\textbf{Problem.} N$_2$ afterglow, 0.2 mTorr, uniform $B_0=50$ G along $z$, $n=4\times10^{10}$ cm$^{-3}$, $T_e=1.0$ eV, $T_i=0.1$ eV, N$_2^+$ ions ($M=28$ u). A whistler beam at $f=40$ MHz has rotating amplitude $E_0=3.0$ V/cm, radius $a=10$ cm and axial scale $L=1$ m. These are illustrative inputs, with approximate electron momentum collision rate $\nu=2\times10^6$ s$^{-1}$ and recombination coefficient $\alpha_r=5\times10^{-8}$ cm$^3$/s. Find (a) the electron ponderomotive potential for linear fields of amplitude $E_0$ along and across $B_0$ and for the whistler, (b) the density change, (c) whether it guides the beam, (d) the competing effects.

\textbf{Why the formula holds.} I write the field as $\mathrm{Re}[\mathbf E e^{-i\omega t}]$, with $\omega_c=eB_0/m>0$ and SI formulas. The Lagrangian of the quiver displacement $\boldsymbol\xi$ is a quadratic part (kinetic and $B_0$ terms) plus $\mathbf p\cdot\mathbf E$, where $\mathbf p=-e\boldsymbol\xi$. On the driven orbit the averaged quadratic part equals $-\tfrac12\langle\mathbf p\cdot\mathbf E\rangle$, so $\Phi=-\tfrac12\langle\mathbf p\cdot\mathbf E\rangle$. With $n\mathbf p=\epsilon_0\chi\mathbf E$ this is the cold $K$--$\chi$ theorem of Cary and Kaufman,
\begin{equation}
\Phi=-\frac{\epsilon_0}{4n}\,\mathbf E^*\cdot\chi\cdot\mathbf E ,
\end{equation}
for Hermitian $\chi$, steady amplitude and small excursions. I use only the axial force $-\partial_z\Phi$. The equation of motion gives the eigenvalues $-\omega_p^2/\omega^2$ for $\hat z$ and $-\omega_p^2/[\omega(\omega\mp\omega_c)]$ for $\hat x\pm i\hat y$; $\chi_{xx}$ is the mean of the last two.

\textbf{(a)} $f_c=140.0$ MHz and $f_p=1796$ MHz. The whistler has $\mathbf E=E_0(\hat x+i\hat y)$, $|\mathbf E|^2=2E_0^2$:
\begin{align}
\Phi_\parallel&=\frac{e^2E_0^2}{4m\omega^2}=+62.7\ \text{meV},\\
\Phi_\perp&=\frac{e^2E_0^2}{4m(\omega^2-\omega_c^2)}=-5.57\ \text{meV},\\
\Phi_R&=\frac{e^2E_0^2}{2m\omega(\omega-\omega_c)}=-50.1\ \text{meV}.
\end{align}
Both transverse forms change sign at $\omega_c$; below it they attract electrons to strong field. The index $N=(1+\chi_R)^{1/2}=28.4$ gives $\lambda=26.4$ cm, $k_z=0.238$ cm$^{-1}$ and wave field $NE_0/c=0.284$ G. An axial antenna near field of $E_0[2\omega/(\omega_c-\omega)]^{1/2}=2.7$ V/cm would cancel $\Phi_R$. The ion potential $e^2E_0^2/2M\omega^2$ is $4.9\times10^{-5}|\Phi_R|$ and I drop it.

\textbf{(b)} Isothermal balance gives $n_e\propto e^{(e\varphi-\Phi)/T_e}$ and $n_i\propto e^{-e\varphi/T_i}$. Quasineutrality eliminates $\varphi$:
\begin{equation}
\delta\equiv\frac{\delta n}{n}=\exp\!\Big[-\frac{\Phi_R}{T_e+T_i}\Big]-1=\exp\!\Big[\frac{0.0501\ \text{eV}}{1.1\ \text{eV}}\Big]-1=0.0466 .
\end{equation}

\textbf{(c)} For $\omega_p\gg\omega_c$ the cold whistler obeys $\omega_c kk_z-\omega k^2=\omega\omega_p^2/c^2$. I fix $k_z$ by $k_\perp=0$ outside the beam. Inside, with $x=k/k_z$,
\begin{equation}
\omega_cx-\omega x^2=(\omega_c-\omega)(1+\delta)
\;\Rightarrow\;
\frac{k_\perp^2}{k_z^2}\simeq\delta\,\frac{\omega_c-\omega}{\omega_c/2-\omega}.
\end{equation}
For near-axial waves $k_\perp$ is real in a crest when $\omega<\omega_c/2$, which holds here ($\omega/\omega_c=0.29$). The expansion gives $k_\perp/k_z=(0.0466\times3.33)^{1/2}=0.39$ and the quadratic gives 0.41, so $k_\perp a\approx1.0$. The model crest is about as strong as diffraction, which spreads $k_\perp$ over $1/a$.

\textbf{(d)} Ions arriving along $B_0$ need at least $L/c_s=0.51$ ms, with $c_s=[(T_e+T_i)/M]^{1/2}=1.95\times10^5$ cm/s. The recombination time $1/\alpha_rn=0.50$ ms is the same size, so the crest of (b) is an upper estimate. Heating matters more. The quiver speed is $u=eE_0/[m(\omega_c-\omega)]=8.4\times10^6$ cm/s, $mu^2=40$ meV, and collisions deposit $\nu mu^2$ per electron per unit time. With $v_t=(T_e/m)^{1/2}=4.2\times10^7$ cm/s a free transit takes $L/v_t=2.4\ \mu$s, and
\begin{equation}
\Delta\mathcal E=\nu mu^2L/v_t=0.19\ \text{eV}=3.8\,|\Phi_R| .
\end{equation}
The mean free path $v_t/\nu=21$ cm is below $L$, so the real residence time is longer. If $\delta T_e$ is of order $\Delta\mathcal E$, pressure balance gives $\delta\sim-\delta T_e/(T_e+T_i)=-0.17$, a trough. A trough can guide oblique waves near the maximum of $\omega_cx-\omega x^2$, at $x=\omega_c/2\omega=1.75$, because $k_\perp$ can then be real inside and complex in the denser plasma outside.

The crest of about 5\% is therefore the collisionless model's number. As typical knowledge, strong whistlers in collisional laboratory afterglows form troughs, so for this N$_2$ column I expect the purely ponderomotive model to miss in sign.